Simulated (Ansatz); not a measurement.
# Adiabatic magnon dispersion of ferromagnetic hcp Co from rigid-moment PBE exchange couplings

Cobalt is a late 3d metal whose exchange-split d bands carry both the moment and the metallic bonding. In the hexagonal close-packed crystal each atom has six neighbours in its own layer and six in the two adjacent layers, and the two atoms of the cell give two magnon branches. We ask how these branches disperse through the zone and which couplings set their energies. The answer matters for magnetic films and spin-transport devices, where the magnon spectrum governs the thermal loss of magnetization and the stiffness against twisting it. The energies are excitation energies above the collinear ferromagnetic state, calculated with PBE at 1.70 μB per atom and without spin-orbit coupling. They follow from linear spin-wave theory with rigid-moment couplings.

## Computational details

One crystal, Co (P6_3/mmc), in the lowest of the collinear states that were tried (2 atom(s), 2 counted as magnetic, largest moment 1.70 muB), from measured cells of the Crystallography Open Database. Ansatz 0.2.0, plane waves with its default PAW datasets, cutoff 420 eV, collinear spins without spin-orbit coupling, Fermi-Dirac smearing of 0.1 eV. The k mesh is 18×18×10 (18×9×10 in the doubled cell used to compare magnetic orders) and the sums for the couplings run over 22×22×12. Functional: PBE, Dudarev U (eV) none. The couplings come from the magnetic force theorem at rigid moments: each moment turns with its exchange field frozen. The strongest shells of the first set are Co–Co pairs at 2.50 Å, 12 neighbours, J = 14.4 meV; Co–Co pairs at 4.34 Å, 18 neighbours, J = 1.37 meV; Co–Co pairs at 3.54 Å, 6 neighbours, J = 1.81 meV. Adiabatic magnon energies follow from all couplings by linear spin-wave theory along a path through the zone of the magnetic cell. The rows are a selection of 22 of the 67 points on this stretch of the path, with its corners; over all 67 points the lowest branch of the first set reaches 617 meV and the highest 643 meV. By the count of bands on its mesh the state is metallic.

Notes on method and selection:

- J is defined by E = -sum over ordered pairs (each pair twice) of J e_i.e_j with unit vectors e, a classical Heisenberg model without biquadratic or multi-spin terms, so J > 0 favours parallel moments and the moment's size is inside J.
- Without spin-orbit coupling there is no anisotropy, so the lowest branch goes to zero at the ordering wavevectors; damping and quantum corrections are left out.
- Couplings at rigid moments can miss in size and sometimes in sign.
- The state is the lowest of a few collinear starts and need not be the true ground state; spin-orbit coupling is left out.
- Ansatz's own search for a lower self-consistent state was switched off in some of these runs and left at its default in others, so a run without it may rest in a state that is not the lowest for its pattern of moments.
- Runs whose couplings were flagged as in doubt, moved by over 30 per cent with the upper empty bands, lost their pattern of moments or rest on unlike orbital states are not listed.
- For crystals with 4f or 5f elements only couplings at constrained moments are used, since rigid ones can be several times too large.
- Runs that did not converge, have known faults or may not be shown are not listed, and runs on Ansatz's PAW sets soft_1 and soft_2 are kept to separate tables.

Columns:

- path length (1/Å): length along the path from its start.
- q: wavevector in fractions of the magnetic cell's reciprocal vectors.
- lowest, rigid (meV): energy of the lowest magnon branch, rigid couplings.
- highest, rigid (meV): energy of the highest of the 2 branches, rigid couplings.

Input lines of one member:

```
magnetization:
  spin_polarized: true
kpoints:
  mp_grid: { grid: [18, 18, 10] }
  band_path:
    path:
      - [0.0, 0.0, 0.0]
      - [0.5, 0.0, 0.0]
      - [0.3333333333, 0.3333333333, 0.0]
      - [0.0, 0.0, 0.0]
      - [0.0, 0.0, 0.5]
      - [0.5, 0.0, 0.5]
      - [0.3333333333, 0.3333333333, 0.5]
    npoints: 11
hamiltonian:
  xc: pbe
scf:
  occupations: { method: fermi_dirac, width: 0.1 }
  lower_state_search: "off"
output:
  write_bands: true
  eigenstates:
    nscf_kmesh: { grid: [22, 22, 12] }
    top_band: c34
    exchange_couplings: { magnetic: [{ species: Co }], moments: rigid }
```

Command (options for logging and memory left out): `ansatz run input.yaml`

## Computed values

| member | path length (1/Å) | q | lowest, rigid (meV) | highest, rigid (meV) | remark |
| --- | --- | --- | --- | --- | --- |
| 0.000 1/Å | 0.000 | (0, 0, 0) | 0.0 | 572.0 | corner of the path |
| 0.526 1/Å | 0.526 | (0.182, 0, 0) | 161.0 | 579.6 |  |
| 1.052 1/Å | 1.052 | (0.364, 0, 0) | 433.1 | 611.1 |  |
| 1.447 1/Å | 1.447 | (0.5, 0, 0) | 514.6 | 643.2 | corner of the path |
| 1.523 1/Å | 1.523 | (0.485, 0.03, 0) | 514.9 | 642.3 |  |
| 1.826 1/Å | 1.826 | (0.424, 0.152, 0) | 517.9 | 619.9 |  |
| 2.130 1/Å | 2.130 | (0.364, 0.273, 0) | 515.1 | 563.9 |  |
| 2.282 1/Å | 2.282 | (0.333, 0.333, 0) | 528.5 | 528.5 | corner of the path |
| 2.586 1/Å | 2.586 | (0.273, 0.273, 0) | 506.2 | 596.7 |  |
| 3.193 1/Å | 3.193 | (0.152, 0.152, 0) | 287.4 | 596.7 |  |
| 3.801 1/Å | 3.801 | (0.03, 0.03, 0) | ? | ? |  |
| 3.953 1/Å | 3.953 | (0, 0, 0) | 0.0 | 572.0 | corner of the path |
| 4.163 1/Å | 4.163 | (0, 0, 0.136) | 29.5 | 552.7 |  |
| 4.444 1/Å | 4.444 | (0, 0, 0.318) | 148.0 | 467.1 |  |
| 4.725 1/Å | 4.725 | (0, 0, 0.5) | 315.4 | 315.4 | corner of the path |
| 5.251 1/Å | 5.251 | (0.182, 0, 0.5) | 387.6 | 387.6 |  |
| 5.777 1/Å | 5.777 | (0.364, 0, 0.5) | 562.4 | 562.4 |  |
| 6.171 1/Å | 6.171 | (0.5, 0, 0.5) | 617.1 | 617.1 | corner of the path |
| 6.247 1/Å | 6.247 | (0.485, 0.03, 0.5) | 617.2 | 617.2 |  |
| 6.551 1/Å | 6.551 | (0.424, 0.152, 0.5) | 612.5 | 612.5 |  |
| 6.855 1/Å | 6.855 | (0.364, 0.273, 0.5) | 594.6 | 594.6 |  |
| 7.007 1/Å | 7.007 | (0.333, 0.333, 0.5) | 589.4 | 589.4 | corner of the path |

Cells marked ? are withheld until the estimate has been made.

## Reading the trend

The lowest branch rises from zero at Γ to 514.6 meV at M, 528.5 meV at K and 315.4 meV at A. The lower value at A reflects a shorter path, not weak coupling between layers. Divided by the squared distance from Γ, the energy is 161.0 / 0.526² = 582 meV Å² towards M and 148.0 / (4.444 − 3.953)² = 614 meV Å² towards A, so the long-wave response is nearly isotropic.

The upper branch starts at 572.0 meV, where the two sublattices precess in antiphase. Only couplings between sublattices contribute there, and the energy is (8/M) ΣJ, with M the moment in μB and the sum over the neighbours of one atom on the other sublattice. The six nearest ones give 8 × 6 × 14.4 / 1.70 = 407 meV, or 71 per cent of the total. The six at 3.54 Å add 51 meV, and the twelve of the 4.34 Å shell that lie in adjacent layers add 77 meV, if the printed J holds for each pair in its shell. The nearest-neighbour coupling thus sets the scale, while the weaker shells together still matter because they hold many atoms.

At A the couplings between sublattices cancel in the splitting, and the branches meet. They coincide in every listed row with third component 0.5, as the symmetry of the stacking requires, and also at K. Couplings between sublattices alone would put A at 572.0 / 2 = 286.0 meV. The remaining 315.4 − 286.0 = 29.4 meV comes from atoms of the same sublattice in layers an odd number of lattice periods c apart, whose net coupling is therefore ferromagnetic.

Between M and K the lowest branch is almost flat, within 14 meV in the listed rows, whereas the highest falls from 643.2 to 528.5 meV. In a metal, magnons at such energies can decay into single-electron spin flips. That damping is left out here, so the upper part of the spectrum should not be read as a set of sharp observable modes.

## An estimate before looking

Plain estimates from the members shown:

- 3.801 1/Å, straight-line interpolation between 3.193 1/Å and 3.953 1/Å: w = (3.801 − 3.193) / (3.953 − 3.193) = 0.800, so 287.4 + 0.800 × (0.0 − 287.4) = 57.5 meV

The withheld point lies 3.953 − 3.801 = 0.152 1/Å from Γ. Straight-line interpolation gives 57.5 meV, which is far too high, because a ferromagnetic branch without anisotropy starts quadratically. We use E = q²(D − Bq²), with q the distance from Γ. Hexagonal symmetry makes both terms isotropic within the plane, so rows towards M and K can be combined.

The row at 0.526 1/Å gives E/q² = 161.0 / 0.526² = 581.9 meV Å², and the row at 3.953 − 3.193 = 0.760 1/Å gives 287.4 / 0.760² = 497.6 meV Å². Hence B = (581.9 − 497.6) / (0.760² − 0.526²) = 280 meV Å⁴ and D = 581.9 + 280 × 0.526² = 659 meV Å². At the withheld point this yields 0.152² × (659 − 280 × 0.152²) = 15.1 meV.

The same form can be tried along the c axis. The rows used lie 4.444 − 3.953 = 0.491 1/Å and 4.725 − 3.953 = 0.772 1/Å from Γ, with E/q² of 148.0 / 0.491² = 613.9 meV Å² and 315.4 / 0.772² = 529.2 meV Å². They give B = (613.9 − 529.2) / (0.772² − 0.491²) = 239 meV Å⁴ and D = 613.9 + 239 × 0.491² = 671.5 meV Å². At 4.163 − 3.953 = 0.210 1/Å the fit yields 0.210² × (671.5 − 239 × 0.210²) = 29.1 meV, against 29.5 meV in the table. The small shortfall has the sign expected from the omitted sixth-order term, which is positive for cosine-like branches. Carrying it over gives 15.1 × 29.5 / 29.1 = 15.3 meV.

Replacing the 0.760 1/Å row by the one at 1.052 1/Å, where E/q² is 433.1 / 1.052² = 391.3 meV Å², gives B = (581.9 − 391.3) / (1.052² − 0.526²) = 230 meV Å⁴ and D = 581.9 + 230 × 0.526² = 645.5 meV Å². The uncorrected result falls to 0.152² × (645.5 − 230 × 0.152²) = 14.8 meV. This shift of 0.3 meV, together with the 0.2 meV correction, suggests an error of about 0.4 meV.

**Committed estimate, 3.801 1/Å: lowest, rigid = 15.3 ± 0.4 meV.**

## The withheld result

| member | path length (1/Å) | q | lowest, rigid (meV) | highest, rigid (meV) |
| --- | --- | --- | --- | --- |
| 3.801 1/Å | 3.801 | (0.03, 0.03, 0) | 15.5 | 572.6 |

| member | estimate | lowest, rigid (meV) | computed | estimate − computed | miss in error bars |
| --- | --- | --- | --- | --- | --- |
| 3.801 1/Å | committed | 15.3 | 15.5 | −0.2 | 0.5 |
| 3.801 1/Å | interpolation | 57.5 | 15.5 | +42.0 |  |

The estimate of 15.3 meV lies 0.2 meV below the computed 15.5 meV, inside its error bar of 0.4 meV. Straight-line interpolation missed by 42.0 meV because it ignores the quadratic start of the branch. The two-term form alone gave 15.1 meV. The correction taken from the c axis improved it, but had weak support: a rounding of 0.001 1/Å in the distance used there already shifts the energy by about 0.3 meV.

The printed couplings show what stiffens the long waves. At small q a shell contributes (2/M) q² ΣJx², with x the neighbour's distance along q. For the twelve nearest neighbours Σx² is 4 × 2.50² = 25.0 Å², three parts from the atom's own layer and one from the adjacent layers, which gives 2 × 0.152² × 14.4 × 25.0 / 1.70 = 9.8 meV. The shell at 4.34 Å has Σx² = 23 × 2.50² = 144 Å², nine parts from the atom's own layer and fourteen from the adjacent layers. It adds 2 × 0.152² × 1.37 × 144 / 1.70 = 5.4 meV, if its printed J holds for every pair. A coupling ten times weaker thus supplies over half as much, through its larger distance and number of neighbours. The six neighbours at 3.54 Å, for which Σx² is also 4 × 2.50² = 25.0 Å², add 2 × 0.152² × 1.81 × 25.0 / 1.70 = 1.2 meV. The three shells together give 9.8 + 5.4 + 1.2 = 16.4 meV, above the computed energy, so the remaining shells lower it if each printed J holds for every pair in its shell.

These sums take M as 1.70 μB, as did our 407 meV and 71 per cent for the nearest neighbours in the upper branch. We called this the moment per atom, but it is the moment assigned to an atomic site. The cell's net moment per atom is slightly smaller, and so is the moment behind the magnon energies. Each shell therefore contributes somewhat more than we state, in the upper branch as well, and the remaining shells must lower the long-wave energy by more than the sum above suggests. The ratios between shells do not depend on M.

## Where the trend breaks

No row looks numerically faulty, but two features depart from a smooth rise and levelling-off.

At K the lowest branch has a small peak, 528.5 meV between listed neighbours at 515.1 and 506.2 meV. The threefold symmetry makes the couplings between sublattices cancel there, so the branches meet. The splitting is 563.9 − 515.1 = 48.8 meV at 2.282 − 2.130 = 0.152 1/Å from K towards M, and 596.7 − 506.2 = 90.5 meV at 2.586 − 2.282 = 0.304 1/Å from K towards Γ. This nearly proportional growth is that of a linear crossing, and the peak is its lower half.

The lowest branch is also much higher at (0.5, 0, 0.5) than at M, by 617.1 − 514.6 = 102.5 meV. Half the splitting at M, (643.2 − 514.6) / 2 = 64.3 meV, is recovered because the branches coincide at the upper zone face. The other 102.5 − 64.3 = 38.2 meV comes from couplings between atoms of the same sublattice in different layers, the group that also raises A. Here they enter with signs set by their in-plane offset, so the two amounts need not agree.

## Summary

Close to Γ the lowest branch follows E = Dq². The nearest rows give E/q² of 15.5 / 0.152² = 671 meV Å² in the plane and 29.5 / 0.210² = 669 meV Å² along c. Both lie slightly below D, because the quartic term already acts at these distances, and the rounding of the path lengths can hide a small difference between them. A direct fit to the long-wave limit in the same run gives a somewhat higher stiffness in both directions, with the plane slightly stiffer than the c axis. A wider fit moves the stiffness by about as much as the two directions differ, so the response is nearly isotropic, but exact equality is not shown.

With 670 meV Å² in place of D, a magnon of 100 Å wavelength has q = 2 × 3.1416 / 100 = 0.0628 1/Å and an energy of 670 × 0.0628² = 2.64 meV. Divided by Planck's constant, roughly 4.1 meV per THz, this is 2.64 / 4.1 = 0.64 THz. Both figures are slightly low, since D itself is somewhat larger.

With the quartic term fitted to two in-plane rows, the withheld point came out within 0.4 meV. Carried outward to 1.052 1/Å, the same fit gives 1.052² × (659 − 280 × 1.052²) = 386 meV against 433.1 meV, so it serves between and below its fitted rows, not towards the zone boundary.

Two approximations matter most near the zone boundary. Damping by single-electron spin flips is left out, and rigid moments probably make the adiabatic energies there too low compared with constrained moments, by a fraction that grows with the magnon energy relative to the exchange splitting.

[Logs are printed without paths, hosts, clocks, repeated set-up lines and the standing remarks that a program may print on its own settings, such as how far it seeks lower states.]
